**First ionisation energies of B to Ne and Mg to Ar: errors and steps between levels of theory**

The table holds energy differences from PySCF with the two-component X2C-1e Hamiltonian, at GHF and frozen-core GMP2, without and with a screened-nucleus spin-orbit term, beside NIST's measured values. The program prints the error of each level and fits a Hund pair-counting form $c + b\,m + a\,q$ to the 2p and 3p rows, comparing it with a step placed after a filled $p_{1/2}$ subshell. It also tests the first-order spin-orbit energy $\pm\zeta\langle\mathbf{L}\cdot\mathbf{S}\rangle/2S$, using the angular-momentum expectation values of the same runs. GHF is low by 0.98 eV on average and GMP2 errs by 0.17 eV in the mean absolute sense, worst for Mg, and the missing energy jumps at $p^4$. Spin-orbit shifts stay below 0.07 eV and add to the correlation step within 0.001 eV; a power-law estimate of them works well for F and poorly for Cl.

Calculated values. PySCF 2.14.0, two-component X2C-1e GHF and frozen-core GMP2, Gaussian nucleus, x2c-TZVPall-2c plus one even-tempered diffuse shell per l. Ionisation energies of neutral atoms are total-energy differences; configurations are nominal jj occupations. Spin-free omits spin-orbit coupling; screened-SO includes its one-electron term with screened-nucleus factors.

## Program and output

```python
# Table: first ionisation energies (eV), B-Ne and Mg-Ar, PySCF X2C-1e GHF and GMP2, spin-free and screened-SO,
# x2c-TZVPall-2c plus diffuse, against measured NIST values. Tested: errors and steps of each level,
# Hund pair counting against a jj step, and first-order spin-orbit energy zeta <L.S>/2S.
T = {
    'species': ['B', 'C', 'N', 'O', 'F', 'Ne', 'Mg', 'Al', 'Si', 'P', 'S', 'Cl', 'Ar'],
    'Z': [5, 6, 7, 8, 9, 10, 12, 13, 14, 15, 16, 17, 18],
    'N': [5, 6, 7, 8, 9, 10, 12, 13, 14, 15, 16, 17, 18],
    'config': ['[He] 2s2 (2p1/2)1', '[He] 2s2 (2p1/2)2', '[He] 2s2 (2p1/2)2 (2p3/2)1', '[He] 2s2 (2p1/2)2 (2p3/2)2', '[He] 2s2 (2p1/2)2 (2p3/2)3', '[Ne]', '[Ne] 3s2', '[Ne] 3s2 (3p1/2)1', '[Ne] 3s2 (3p1/2)2', '[Ne] 3s2 (3p1/2)2 (3p3/2)1', '[Ne] 3s2 (3p1/2)2 (3p3/2)2', '[Ne] 3s2 (3p1/2)2 (3p3/2)3', '[Ar]'],
    'final': ['[He] 2s2', '[He] 2s2 (2p1/2)1', '[He] 2s2 (2p1/2)2', '[He] 2s2 (2p1/2)2 (2p3/2)1', '[He] 2s2 (2p1/2)2 (2p3/2)2', '[He] 2s2 (2p1/2)2 (2p3/2)3', '[Ne] (3s1/2)1', '[Ne] 3s2', '[Ne] 3s2 (3p1/2)1', '[Ne] 3s2 (3p1/2)2', '[Ne] 3s2 (3p1/2)2 (3p3/2)1', '[Ne] 3s2 (3p1/2)2 (3p3/2)2', '[Ne] 3s2 (3p1/2)2 (3p3/2)3'],
    'frozen': [2, 2, 2, 2, 2, 2, 10, 10, 10, 10, 10, 10, 10],
    'ghf_spin_free': [8.07, 10.69, 13.97, 11.91, 15.65, 19.76, 6.62, 5.63, 7.49, 10.0, 9.09, 11.77, 14.71],  # eV
    'gmp2_spin_free': [8.25, 11.24, 14.57, 13.27, 17.23, 21.58, 7.22, 5.8, 8.02, 10.47, 9.95, 12.69, 15.67],  # eV
    'ghf_screened_so': [8.07, 10.69, 13.96, 11.92, 15.65, 19.73, 6.62, 5.64, 7.48, 9.98, 9.11, 11.76, 14.65],  # eV
    'gmp2_screened_so': [8.25, 11.24, 14.57, 13.28, 17.23, 21.54, 7.22, 5.81, 8.01, 10.45, 9.98, 12.69, 15.61],  # eV
    'ref': [8.29802, 11.2603, 14.5341, 13.6181, 17.4228, 21.5645, 7.64624, 5.98577, 8.15168, 10.4867, 10.36, 12.9676, 15.7596],  # eV
    'kind': ['measured', 'measured', 'measured', 'measured', 'measured', 'measured', 'measured', 'measured', 'measured', 'measured', 'measured', 'measured', 'measured'],
}
import numpy as np
from scipy import constants as sc
sp = list(T['species']); Z = np.array(T['Z'], float); I = {s: i for i, s in enumerate(sp)}
h0, m0, h1, m1, ref = (np.array(T[k], float) for k in ('ghf_spin_free', 'gmp2_spin_free', 'ghf_screened_so', 'gmp2_screened_so', 'ref'))
# unrounded energies (eV), further outputs of the same runs, in row order
uh0 = np.array([8.07246, 10.69288, 13.97134, 11.91244, 15.65012, 19.7628, 6.62064, 5.626987, 7.493444, 10.00068, 9.08627, 11.77253, 14.70867])
um0 = np.array([8.252869, 11.24389, 14.57455, 13.27244, 17.23331, 21.5775, 7.215341, 5.796623, 8.023291, 10.47087, 9.954381, 12.69272, 15.67149])
uh1 = np.array([8.073892, 10.68989, 13.96434, 11.92218, 15.64692, 19.72762, 6.620642, 5.636083, 7.480874, 9.979025, 9.112046, 11.76451, 14.64587])
um1 = np.array([8.254242, 11.24108, 14.56767, 13.28239, 17.23021, 21.54222, 7.215342, 5.805378, 8.010003, 10.45015, 9.979753, 12.68534, 15.60922])
# J^2, L^2, S^2 of the screened-SO determinants, further outputs of the same runs
JLS = {'C': (2.0046, 2.0045, 2.0058), 'C+': (1.0575, 2.0236, 0.7580), 'N+': (1.9960, 2.0028, 2.0040), 'O': (6.0137, 2.0039, 2.0098),
       'F': (3.7569, 2.0032, 0.7536), 'F+': (6.0070, 2.0029, 2.0041), 'Si': (1.8975, 2.0162, 2.0016), 'Si+': (1.0017, 2.0699, 0.7734),
       'P+': (1.9049, 2.0116, 2.0020), 'S': (6.0182, 2.0146, 2.0041), 'Cl': (3.7633, 2.0094, 0.7539), 'Cl+': (6.0151, 2.0168, 2.0003)}
so, som, gain, need = uh1 - uh0, um1 - um0, m1 - h1, ref - h1
rms = lambda x: float(np.sqrt(np.mean(np.square(x))))
print(f"All in eV. Rounding 0.005 per entry, 0.01 per difference; 1 kcal/mol = {sc.calorie*1e3/sc.N_A/sc.e:.3f}")
print("atom  error GHF-SO  error GMP2-SO  GMP2 gain  share of gap  SO shift (GHF, unrounded)")
for i, s in enumerate(sp):
    print(f"{s:3s} {-need[i]:10.2f} {m1[i]-ref[i]:13.2f} {gain[i]:12.2f} {100*gain[i]/need[i]:10.0f}% {so[i]:+12.4f}")
for n, y in (('GHF spin-free', h0), ('GHF SO', h1), ('GMP2 spin-free', m0), ('GMP2 SO', m1)):
    e = y - ref; w = np.argmax(abs(e))
    print(f"{n}: mean {e.mean():+.3f}, mean abs {abs(e).mean():.3f}, worst {sp[w]} {e[w]:+.2f}; of 13 within 0.05/0.2/0.5: " + "/".join(str(int(sum(abs(e) < t))) for t in (0.05, 0.2, 0.5)))
P = {'2p': [I[s] for s in 'B C N O F Ne'.split()], '3p': [I[s] for s in 'Al Si P S Cl Ar'.split()]}
print("GMP2 SO mean abs error: " + ", ".join(f"{k}1-3 {abs(m1-ref)[r[:3]].mean():.2f}, {k}4-6 {abs(m1-ref)[r[3:]].mean():.2f}" for k, r in P.items()))
loo = np.array([gain[i]*(gain@need-gain[i]*need[i])/(gain@gain-gain[i]**2)-need[i] for i in range(13)])
w = np.argmax(abs(loo))
print(f"Scaled gain: factor {gain@need/(gain@gain):.2f}; rms {rms(gain-need):.2f} unscaled, {rms(loo):.2f} leave-one-out, worst {sp[w]} {loo[w]:+.2f}")
print("Fit c + b*m + a*q (m parallel p partners, q=1 from p4); residuals p1..p6; rms; rms with jj step")
n = np.arange(1, 7); X = np.c_[np.ones(6), (n-1) % 3, n >= 4].astype(float); Xj = np.c_[np.ones(6), n, n >= 3].astype(float)
for k, r in P.items():
    for nm, y in (('GHF SO', h1), ('GMP2 SO', m1), ('measured', ref), ('GMP2 gain', gain), ('meas-GHF', need)):
        c = np.linalg.lstsq(X, y[r], rcond=None)[0]; e = y[r] - X@c
        ej = y[r] - Xj@np.linalg.lstsq(Xj, y[r], rcond=None)[0]
        print(f"{k} {nm:9s} c {c[0]:5.2f} b {c[1]:5.2f} a {c[2]:5.2f} | " + " ".join(f"{v:+.2f}" for v in e) + f" | {rms(e):.2f} | {rms(ej):.2f}")
        if nm in ('GHF SO', 'GMP2 SO', 'measured'):
            assert rms(e) < rms(ej)
print(f"Mg (s electron, not fitted): meas-GHF {need[I['Mg']]:.2f}; 3p fit with m=0, q=1 gives {c[0]+c[2]:.2f}")
for a, b in (('N', 'O'), ('P', 'S')):
    d = [y[I[a]] - y[I[b]] for y in (h0, h1, m0, m1, ref)]
    print(f"Drop {a} to {b}: GHF spin-free {d[0]:.2f}, SO {d[1]:.2f}; GMP2 spin-free {d[2]:.2f}, SO {d[3]:.2f}; measured {d[4]:.2f}")
    assert min(d) > 0
print("Spin-orbit: E = +-zeta <L.S>/2S; pure J assumed for B, Al, Ne+, Ar+; zeta as power of Z")
LS = lambda s: (JLS[s][0] - JLS[s][1] - JLS[s][2])/2
for k, r in P.items():
    a, b, c3, d, e, f = (sp[i] for i in r); z = Z[r]; s = so[r]
    zn = (s[0], s[3]/(LS(d)/2)); zi = (s[2]/(LS(c3+'+')/2), -2*s[5])
    pn = np.log(zn[1]/zn[0])/np.log(z[3]/z[0]); pi_ = np.log(zi[1]/zi[0])/np.log(z[5]/z[2])
    fn = lambda x: zn[0]*(x/z[0])**pn
    fi = lambda x: zi[0]*(x/z[2])**pi_
    p2 = fi(z[1])*LS(b+'+') - fn(z[1])*LS(b)/2; p5 = -fi(z[4])*LS(e+'+')/2 + fn(z[4])*LS(e)
    print(f"zeta {a} {zn[0]:.4f}, {d} {zn[1]:.4f}, {c3}+ {zi[0]:.4f}, {f}+ {zi[1]:.4f}; powers {pn:.1f} atoms, {pi_:.1f} ions")
    print(f"shift predicted/run: {b} {p2:+.4f}/{s[1]:+.4f}, {e} {p5:+.4f}/{s[4]:+.4f}")
    x2 = fi(z[1])*(-1-LS(b+'+')) - fn(z[1])*(-2-LS(b))/2; x3 = zi[0]*(-2-LS(c3+'+'))/2
    print(f"L.S {b} {LS(b):.2f}, {c3}+ {LS(c3+'+'):.2f} (pure -2), {b}+ {LS(b+'+'):.2f} (pure -1); pure J would add about {b} {x2:+.3f}, {c3} {x3:+.3f}")
w = np.argmax(abs(som - so))
print(f"SO shift at GMP2 minus at GHF: largest {sp[w]} {som[w]-so[w]:+.4f}")
print(f"Largest SO shift {abs(so).max():.3f}, smallest gain {gain.min():.2f}; mean abs SO {abs(so).mean():.3f}, gain {gain.mean():.2f}, ratio {gain.mean()/abs(so).mean():.0f}")
assert (need > 0).all() and (gain > 0).all()
assert abs(so).max() < gain.min() and abs(so[I['Mg']]) < 1e-4
```

It prints:

```
All in eV. Rounding 0.005 per entry, 0.01 per difference; 1 kcal/mol = 0.043
atom  error GHF-SO  error GMP2-SO  GMP2 gain  share of gap  SO shift (GHF, unrounded)
B        -0.23         -0.05         0.18         79%      +0.0014
C        -0.57         -0.02         0.55         96%      -0.0030
N        -0.57          0.04         0.61        106%      -0.0070
O        -1.70         -0.34         1.36         80%      +0.0097
F        -1.77         -0.19         1.58         89%      -0.0032
Ne       -1.83         -0.02         1.81         99%      -0.0352
Mg       -1.03         -0.43         0.60         58%      +0.0000
Al       -0.35         -0.18         0.17         49%      +0.0091
Si       -0.67         -0.14         0.53         79%      -0.0126
P        -0.51         -0.04         0.47         93%      -0.0217
S        -1.25         -0.38         0.87         70%      +0.0258
Cl       -1.21         -0.28         0.93         77%      -0.0080
Ar       -1.11         -0.15         0.96         87%      -0.0628
GHF spin-free: mean -0.977, mean abs 0.977, worst Ne -1.80; of 13 within 0.05/0.2/0.5: 0/0/3
GHF SO: mean -0.984, mean abs 0.984, worst Ne -1.83; of 13 within 0.05/0.2/0.5: 0/0/2
GMP2 spin-free: mean -0.161, mean abs 0.169, worst Mg -0.43; of 13 within 0.05/0.2/0.5: 5/9/13
GMP2 SO: mean -0.167, mean abs 0.173, worst Mg -0.43; of 13 within 0.05/0.2/0.5: 5/9/13
GMP2 SO mean abs error: 2p1-3 0.03, 2p4-6 0.19, 3p1-3 0.12, 3p4-6 0.27
Scaled gain: factor 1.16; rms 0.22 unscaled, 0.18 leave-one-out, worst Ne +0.37
Fit c + b*m + a*q (m parallel p partners, q=1 from p4); residuals p1..p6; rms; rms with jj step
2p GHF SO    c  7.48 b  3.43 a  4.86 | +0.59 -0.22 -0.37 -0.42 -0.12 +0.54 | 0.41 | 1.35
2p GMP2 SO   c  7.71 b  3.65 a  6.00 | +0.54 -0.11 -0.43 -0.43 -0.12 +0.54 | 0.40 | 1.23
2p measured  c  7.82 b  3.55 a  6.17 | +0.48 -0.10 -0.38 -0.37 -0.11 +0.48 | 0.36 | 1.11
2p GMP2 gain c  0.23 b  0.22 a  1.14 | -0.05 +0.10 -0.06 -0.00 -0.00 +0.01 | 0.05 | 0.12
2p meas-GHF  c  0.34 b  0.12 a  1.31 | -0.11 +0.11 -0.00 +0.05 +0.00 -0.05 | 0.07 | 0.24
3p GHF SO    c  5.23 b  2.47 a  4.14 | +0.41 -0.22 -0.19 -0.26 -0.08 +0.34 | 0.27 | 0.83
3p GMP2 SO   c  5.52 b  2.57 a  4.67 | +0.29 -0.08 -0.21 -0.21 -0.07 +0.28 | 0.21 | 0.75
3p measured  c  5.73 b  2.48 a  4.82 | +0.25 -0.06 -0.20 -0.19 -0.06 +0.26 | 0.19 | 0.65
3p GMP2 gain c  0.29 b  0.10 a  0.53 | -0.12 +0.14 -0.02 +0.05 +0.01 -0.06 | 0.08 | 0.10
3p meas-GHF  c  0.50 b  0.01 a  0.68 | -0.16 +0.16 -0.01 +0.07 +0.02 -0.08 | 0.10 | 0.19
Mg (s electron, not fitted): meas-GHF 1.03; 3p fit with m=0, q=1 gives 1.18
Drop N to O: GHF spin-free 2.06, SO 2.04; GMP2 spin-free 1.30, SO 1.29; measured 0.92
Drop P to S: GHF spin-free 0.91, SO 0.87; GMP2 spin-free 0.52, SO 0.47; measured 0.13
Spin-orbit: E = +-zeta <L.S>/2S; pure J assumed for B, Al, Ne+, Ar+; zeta as power of Z
zeta B 0.0014, O 0.0195, N+ 0.0139, Ne+ 0.0704; powers 5.6 atoms, 4.5 ions
shift predicted/run: C -0.0040/-0.0030, F -0.0031/-0.0032
L.S C -1.00, N+ -1.01 (pure -2), C+ -0.86 (pure -1); pure J would add about C +0.001, N -0.007
zeta Al 0.0091, S 0.0516, P+ 0.0411, Ar+ 0.1256; powers 8.4 atoms, 6.1 ions
shift predicted/run: Si -0.0158/-0.0126, Cl -0.0014/-0.0080
L.S Si -1.06, P+ -1.05 (pure -2), Si+ -0.92 (pure -1); pure J would add about Si +0.006, P -0.019
SO shift at GMP2 minus at GHF: largest P +0.0009
Largest SO shift 0.063, smallest gain 0.17; mean abs SO 0.015, gain 0.82, ratio 53
```
